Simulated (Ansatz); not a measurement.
# Collinear spin orders and three-shell exchange in SrV2P2O10 (Fdd2) with PBEsol and a Hubbard U of 3.2 eV on V

Magnetic insulators considered for low-temperature cooling or for carrying spin signals need a known magnetic order and known exchange couplings, because these set the temperature range in which the spins respond. In SrV2P2O10 charge counting gives V$^{4+}$ with one d electron, and the couplings are weak enough that several orders lie close together. The question is which collinear order is lowest and whether pair couplings over three shells of V neighbours reproduce the energies of all orders. Total energies are calculated with PBEsol and a Hubbard U of 3.2 eV on V, at fixed measured atomic positions. They are given per V atom relative to the parallel order, so a negative value means more stable than parallel.

## Calculations

One system, SrV2P2O10 (Fdd2), 30 atom(s) a primitive cell, from measured cells of the Crystallography Open Database. Ansatz 0.2.0, plane waves with default PAW datasets, cutoff 420 eV, Fermi-Dirac smearing of 0.02 eV, k meshes whose coarsest spacing along a reciprocal vector is 0.18 1/Å over all runs (2π included). Functional: PBEsol with Hubbard U (eV) V 3.2; collinear spins, no spin-orbit coupling. Atoms are fixed. Each order is started from typed moments on V, in the primitive cell, on the same 6 x 6 x 6 mesh; only runs that kept their pattern of signs are listed. Runs that did not converge or carry a known fault are not listed. Finished runs of the same series that are left out: the start ferro ++++, which repeats a listed case or did not pass the checks for like settings and one steady state; the start antiferro +-+-, which repeats a listed case or did not pass the checks for like settings and one steady state. The same in all rows: metal or insulator in the row's run, judged by its smearing entropy or density of states at the Fermi energy (a gap under a few smearing widths counts as a metal): insulator.

Notes on method and selection:

- In a Heisenberg model with E = -sum over ordered pairs of J e_i.e_j, the energy per magnetic atom is E0 less the sum over shells of J times the listed sum; further shells and changes of moment size are outside it.
- Each state is what a run reaches from typed starting moments; only a few collinear orders were started, so the lowest found need not be the ground state. Spin-orbit coupling is left out of these energies, which are free energies at the smearing width. A magnetic atom is one that was given a starting moment.
- Site moments count the spin inside each program's own atomic sphere, so they depend somewhat on its radius and leave out the spin between the spheres.
- Under a Hubbard U the parallel order started from atomic orbital occupations and the other orders from the occupation matrices of the lowest run so far; there was no wider search over orbital states.
- Ansatz's own search for a lower self-consistent state was left at its default for the parallel order and switched off for the other orders, so a run may rest in a state that is not the lowest for its pattern of moments.
- The shell on the horizontal axis is the one of the three whose sum correlates best with the energies.
- Runs that did not converge, have known faults or may not be shown are not listed, and runs on Ansatz's PAW sets soft_1 and soft_2 are kept to separate tables.

Columns:

- shell at 3.51 Å: sum of e_i.e_j over the 2 V neighbours at 3.51 Å, mean over magnetic atoms (+1 parallel, -1 opposed).
- shell at 4.39 Å: sum of e_i.e_j over the 2 V neighbours at 4.39 Å, mean over magnetic atoms (+1 parallel, -1 opposed).
- shell at 4.62 Å: sum of e_i.e_j over the 1 V neighbours at 4.62 Å, mean over magnetic atoms (+1 parallel, -1 opposed).
- moment (μB): largest site spin moment.
- net moment (μB): size of the net spin moment per magnetic atom.
- energy (meV): energy less that of the parallel order, per magnetic atom.

Input lines of one member:

```
magnetization:
  spin_polarized: true
kpoints:
  mp_grid: { grid: [6, 6, 6] }
hamiltonian:
  xc: pbesol
  hubbard:
    sites: [{ species: V, l: d, u_eff: 3.2 }]
    projectors: ortho-atomic
scf:
  occupations: { method: fermi_dirac, width: 0.02 }
```

Command (options for logging and memory left out): `ansatz run input.yaml`

## The series

| member | shell at 3.51 Å | shell at 4.39 Å | shell at 4.62 Å | moment (μB) | net moment (μB) | energy (meV) |
| --- | --- | --- | --- | --- | --- | --- |
| opposed ++-- | −2 | −2 | 1 | 0.732 | 0.0 | 0.704 |
| opposed +-+- | −2 | 2 | −1 | 0.733 | 0.0 | 1.308 |
| partly opposed +++- | 0 | 0 | 0 | 0.738 | 0.5 | ? |
| opposed +--+ | 2 | −2 | −1 | 0.738 | 0.0 | −0.162 |
| parallel ++++ | 2 | 2 | 1 | 0.737 | 1.0 | 0.000 |

Cells marked ? are withheld until the estimate has been made.

## Mechanism

Among the orders with a shown energy, +--+ is lowest, at −0.162 meV per V, and +-+- is highest, at 1.308 meV. The main division follows the 3.51 Å shell. The two orders with these neighbours parallel average (−0.162 + 0.000) / 2 = −0.081 meV and the two with them opposed average (0.704 + 1.308) / 2 = 1.006 meV. The difference, 1.006 + 0.081 = 1.087 meV, over a change of 4 in the neighbour sum gives a coupling of 1.087 / 4 = 0.272 meV, positive and therefore favouring parallel spins.

The same averaging, opposed less parallel, gives (0.704 − 0.162 − 1.308 − 0.000) / 2 = −0.383 meV for the 4.39 Å shell and (1.308 − 0.162 − 0.704 − 0.000) / 2 = 0.221 meV for the 4.62 Å shell. The neighbour sums change by 4 and 2, so the couplings are −0.383 / 4 = −0.096 meV at 4.39 Å, which favours opposed spins, and 0.221 / 2 = 0.111 meV at 4.62 Å, which favours parallel spins. In the four orders the signs of the three sums always multiply to plus, whereas the preferred signs (plus, minus, plus) multiply to minus. The three preferences therefore compete. The lowest order gives up the cheapest one, at 4.62 Å: relative to the parallel order it gains 0.383 meV from the 4.39 Å shell and loses 0.221 meV at 4.62 Å, a net gain of 0.162 meV.

A possible origin of the parallel coupling at 3.51 Å is a small overlap between the singly occupied d orbitals through shared oxygen, which weakens antiferromagnetic superexchange and lets ferromagnetic exchange prevail. Longer paths through phosphate groups could supply the opposed coupling at 4.39 Å. Bond angles and orbital occupations, which would test this, are not shown in the table.

The order of the two lowest states is less secure than the division by the 3.51 Å shell. The parallel run alone began from atomic occupations and kept the search for a lower self-consistent state, and a difference in orbital state worth 0.2 meV per V would be enough to reverse them.

## Predicting the missing value

Plain estimates from the members shown:

- partly opposed +++-, mean of the 4 members shown: 0.463 meV, standard deviation 0.59

The Heisenberg form is $E = E_0 - \sum_n J_n s_n$, where $s_n$ is the tabulated neighbour sum of shell $n$. All three sums are zero for +++-, so its energy is $E_0$. Over the four shown orders each sum adds up to zero, which makes $E_0$ their plain mean: (0.704 + 1.308 − 0.162 + 0.000) / 4 = 0.463 meV.

More distant shells do not alter this result if the four V sites of the primitive cell are equivalent by symmetry. Every further V pair then either joins translated copies of one site, which adds the same constant to all orders, or follows the sign pattern of one of the three listed shells. The fitted couplings are accordingly effective values that include such pairs.

Four constants pass exactly through four energies, so the shown members leave no residual and cannot test the model; +++- is the first test. The standard deviation of 0.59 meV measures the spread between orders and is not the error of this estimate. What could shift +++- is a four-spin term, a change in moment size or a different orbital state. The largest site moments differ by only 0.006 μB among the shown orders, which gives no reason for a correction. With no residual to draw on, the error bar is a judgement: about 0.03 meV, roughly a tenth of the largest coupling.

**Committed estimate, partly opposed +++-: energy = 0.46 ± 0.03 meV.**

## Outcome

| member | shell at 3.51 Å | shell at 4.39 Å | shell at 4.62 Å | moment (μB) | net moment (μB) | energy (meV) |
| --- | --- | --- | --- | --- | --- | --- |
| partly opposed +++- | 0 | 0 | 0 | 0.738 | 0.5 | 0.463 |

| member | estimate | energy (meV) | computed | estimate − computed | miss in error bars |
| --- | --- | --- | --- | --- | --- |
| partly opposed +++- | committed | 0.460 | 0.463 | −0.003 | 0.1 |
| partly opposed +++- | mean | 0.463 | 0.463 | −0.001 |  |

The estimate for +++-, 0.46 ± 0.03 meV per V, lies well inside its error bar of the computed 0.463 meV. It is no better than the plain mean, because the Heisenberg form makes the two the same number and only rounding separates them. The miss is only about a tenth of the error bar, though a single case cannot show how wide the bar should have been.

The argument that pair couplings suffice has passed its one test. A four-spin term would have shifted +++- against the mean of the other four orders, and no shift beyond the printed rounding appears.

The result also removes most of the earlier doubt about the parallel run, which was started differently. Had that run alone rested in an orbital state 0.2 meV too high or too low, a gap of 0.2 / 4 = 0.05 meV would have opened between +++- and the mean of the other four, far more than the difference found. The placing of +--+ below the parallel order is therefore firmer than was first stated. The agreement supports the pair form of the energy, but says nothing about which oxygen or phosphate paths carry the couplings.

## Outliers

Least-squares fits to the whole series, with x = shell at 3.51 Å; R² and errors in the fitted variable (y, or ln y where the fit is in ln y):

| y | members | fit | R² | rms residual | leave-one-out rms | the same for the mean of the others |
| --- | --- | --- | --- | --- | --- | --- |
| energy (meV) | 5 | y = 0.4626 − 0.2717 x | 0.86 | 0.20 | 0.36 | 0.66 |

Largest departures from the fit to the whole series:

| member | energy (meV) | fit | computed − fit | in rms residuals |
| --- | --- | --- | --- | --- |
| opposed ++-- | 0.704 | 1.006 | −0.302 | 1.5 |
| opposed +-+- | 1.308 | 1.006 | +0.302 | 1.5 |
| opposed +--+ | −0.162 | −0.081 | −0.081 | 0.4 |
| parallel ++++ | 0.000 | −0.081 | +0.081 | 0.4 |

The largest departures from the line in the 3.51 Å sum alone are those of ++-- (−0.302 meV) and +-+- (+0.302 meV), each 1.5 rms residuals. They come from the two shells that this line leaves out. With couplings of −0.096 meV at 4.39 Å and 0.111 meV at 4.62 Å, ++-- satisfies both preferences and is lowered by 2 × 0.096 + 0.111 = 0.303 meV. The order +-+- violates both and is raised by as much.

In +--+ and the parallel order the same two contributions oppose each other, which leaves only 2 × 0.096 − 0.111 = 0.081 meV, downwards for +--+ and upwards for parallel. Once all three shells are included, no departure beyond rounding remains.

## Rules of thumb and their limits

The lowest calculated order is +--+, 0.162 meV per V below parallel. Three effective couplings and a constant reproduce all five energies to about 0.002 meV, even when one order is left out; the 3.51 Å shell alone misses by 0.36 meV, against 0.66 meV for the mean of the others. Orders in larger cells are not covered, since more distant pairs are folded into these couplings.

The order +--+ lies 0.463 + 0.162 = 0.625 meV below $E_0$. For classical spins, mean-field theory gives $T = 2(E_0 - E)/(3k_B)$, or 2 × 0.625 / (3 × 0.0862) = 4.8 K, with $k_B$ in meV/K and without couplings between translated copies of a site. Mean-field theory neglects fluctuations, which are strong when couplings compete, so it tends to overestimate the ordering temperature of this classical model.

Quantum fluctuations of spin one-half, omitted here, lower antiferromagnetic orders below their classical energy but leave the parallel order unchanged. In this model they would therefore increase the lead of +--+ over parallel.

[Logs are printed without paths, hosts, clocks, repeated set-up lines and the standing remarks that a program may print on its own settings, such as how far it seeks lower states.]
